**Q:** I have six electronic states of the ammonia cation, shuffled, and I'm supposed to say what the electrons are doing in each. All I have to go on is energy and spin.

Ansatz 0.2.0, full CI/6-31G with the nitrogen 1s core frozen: the four lowest doublets and two lowest quartets of the isolated ammonia cation, NH3+, all at the same PBE0/def2-TZVP geometry. State irreps are given in the subgroup C2v. Candidates: 6, 2, 1, 4, 5, 3.

```tsv
row	state multiplicity	energy above the lowest state (eV)
A	2	7.508
B	4	14.869
C	2	7.508
D	2	11.832
E	2	0.000
F	4	14.869
```

**A:** The numbers in the list of candidates only count the states upwards in energy. The chemistry lies in finding the arrangement of electrons behind each letter. Start with the state multiplicity: 2, a doublet, needs at least one unpaired electron, and 4, a quartet, needs at least three unpaired electrons with parallel spins. Then look for energies that coincide.

**Q:** A and C coincide, and so do B and F. D and E stand alone. Why would two different states have exactly the same energy?

**A:** Because of the shape. This cation is flat, with three equivalent N–H bonds around the nitrogen. That threefold symmetry gives two N–H bonding orbitals of equal energy. If a state has one electron too few in this pair, the gap can sit in either orbital at the same cost, so the state comes twice. A state that leaves the pair full comes once, as long as no other such pair is partly filled.

**Q:** Which other orbitals do I need?

**A:** Three more. Deep down is one that is mostly nitrogen 2s. Above the bonding pair lies a nitrogen p orbital that points out of the molecular plane. Above that is the lowest empty orbital, which has the full symmetry of the molecule. Seven valence electrons have to be placed: two go into the deep orbital, four into the bonding pair, and one is left for the p orbital.

**Q:** So that filling should be the lowest state, E?

**A:** Yes, and there is a chemical reason. The hydrogens lie in the plane where the p orbital vanishes, so its electrons gain nothing from bonding. They are the least tightly held, and the cation is best off with its vacancy there. The bonding pair stays full, which fits E standing alone.

**Q:** Then A and C have the vacancy in a bonding orbital instead?

**A:** That is the natural reading. One bonding electron moves up and fills the p orbital, which leaves one unpaired electron and two equal choices of where the vacancy sits. The price is 7.51 eV. It is what the molecule pays for having its vacancy in a bond instead of in the non-bonding orbital.

**Q:** B and F are the quartets. They need three unpaired electrons, but moving a bonding electron into the p orbital leaves only one.

**A:** So the electron has to go further, into the empty orbital. Then one electron is unpaired in the bonding pair, one in the p orbital and one in the formerly empty orbital, and all three spins can be parallel. The bonding pair again has a vacancy, so the state comes twice. Taking the electron from the deep orbital would have given a single quartet.

**Q:** That leaves D, a doublet on its own. I can think of two ways to make it. Either the p electron jumps to the empty orbital, or an electron comes up from the deep orbital and fills the p orbital.

**A:** Both leave the bonding pair full and one electron unpaired, so spin and degeneracy can't decide. The same calculation also gives the orbital occupations averaged equally over the six states. They agree within each pair of equivalent orbitals, so D isn't half of a pair whose partner was missed because only four doublets were asked for. Let $x$ be the number of electrons that D has in the p orbital. Taking the states in order of energy, the average there is

$$\frac{1+2+2+x+1+1}{6}=\frac{7+x}{6}.$$

If the p electron has left, $x=0$ and the average is 1.17. If the p orbital has been filled, $x=2$ and it is 1.50. The computed value is 1.17.

**Q:** That looks decisive. Does the empty orbital agree?

**A:** It does, less sharply. If D, B and F each put one electron there, the average is 0.50; without D it would be 0.33. The calculation gives 0.45. A small shortfall is no surprise, because each state mixes in a little of other arrangements, some with electrons in still higher orbitals, which simple whole-number counting ignores.

**Q:** So which assignments are sure?

**A:** E is candidate 1 and D is candidate 4. A and C share 2 and 3, and B and F share 5 and 6. Within each pair the energies are equal, so the order of the two numbers is arbitrary and energy can't settle it. The electron arrangement is the same for both partners, so the chemistry doesn't suffer.

**Q:** Let me see the labels.

The rows with their labels:

```tsv
row	state multiplicity	state irrep	energy above the lowest state (eV)
1	2	B1	0.000
2	2	B2	7.508
3	2	A1	7.508
4	2	A1	11.832
5	4	B1	14.869
6	4	A2	14.869
```

**Q:** So D and E are as you said, A and C are 2 and 3 in either order, and B and F are 5 and 6 in either order. What does the state irrep add?

**A:** It names the symmetry of the state, and it gives a check on the p orbital. That orbital changes sign on reflection in the molecular plane, while the other orbitals we used do not. A state with an odd number of p electrons must therefore change sign too, which here means B1 or A2. An even number gives A1 or B2. Our counts of 1, 2, 2, 0, 1 and 1 match the labels row by row.

**Q:** Would that have settled D without the occupations?

**A:** No. Zero and two are both even, and in both cases the unpaired electron sits in an orbital with the full symmetry of the molecule. Both of your ideas for D therefore give A1.

**Q:** Can I also understand the energies? The quartet looks like two steps in one: bonding to p, then p to empty.

**A:** Try it in the limit where electrons don't feel one another. Each electron then has a fixed energy set by its orbital, and the steps must add exactly. Write the electrons in the bonding pair, the p orbital and the formerly empty orbital as three numbers. The ground state and a quartet together hold the same electrons as states 2 and 4 together:

$$(4,1,0)+(3,1,1)=(3,2,0)+(4,0,1).$$

In that limit the quartet would lie at $7.51+11.83=19.34$ eV.

**Q:** But it lies at 14.87 eV. The sum is 4.47 eV too high, which is 30% of the computed value.

**A:** That failure is instructive. With the orbitals held fixed, their one-electron energies cancel in the comparison, so the miss comes from how the electrons interact. One part is easy to picture: states 2 and 3 crowd two electrons into the one p orbital, where they repel strongly, while the quartet gives each of them its own orbital. The repulsions between electrons in different orbitals change as well, and some of those changes can offset part of this gain.

**Q:** And the parallel spins?

**A:** They help as well. For given orbitals, electrons of parallel spin keep out of each other's way, which lowers their repulsion; this is the exchange effect behind Hund's rule. In addition, the orbitals readjust in each state. Theory supports each of these effects, but the energies show only their combined result, so I wouldn't divide the 4.47 eV among them.

**Q:** If parallel spins are favourable, why is the quartet so high?

**A:** Because it has to pay for lifting an electron from a bonding orbital to an empty one. Think of two extremes. If the orbitals were equal in energy, spreading the electrons out with parallel spins would cost nothing and would win, as it does in the nitrogen atom with its three equal p orbitals. If the orbitals are far apart, the electrons pair up in the low ones. This cation is near the second extreme.

**Q:** So 14.87 eV is not the price of turning a spin over.

**A:** Right. It is the price of moving an electron to another orbital, reduced by the lower repulsion in the new arrangement. For a neighbouring molecule I'd ask the same two questions: how far must the electron climb, and does the move separate electrons that were crowded together?

**Q:** Could I use these numbers for real ammonia in a discharge or a mass spectrometer?

**A:** As a rough map of these six states, yes; as thresholds, no. The map also has gaps: only four doublets were asked for, so others may lie above state 4, even below the quartets. All six energies are for one flat geometry, whereas neutral ammonia is a pyramid. Left to relax, a cation in state 2 or 3 would distort, because unequal bonds or angles let it lower its energy; this is the Jahn–Teller effect, and it lifts the degeneracy.

**Q:** And the method? Full CI sounds exact.

**A:** It is exact only within the chosen set of basis functions, with the nitrogen core frozen. This set is small and lacks the spread-out functions that a loosely held electron needs. States 4, 5 and 6 have such an electron in the formerly empty orbital, so I'd trust their energies least. The 4.47 eV inherits that weakness, since it is built from two of those energies.
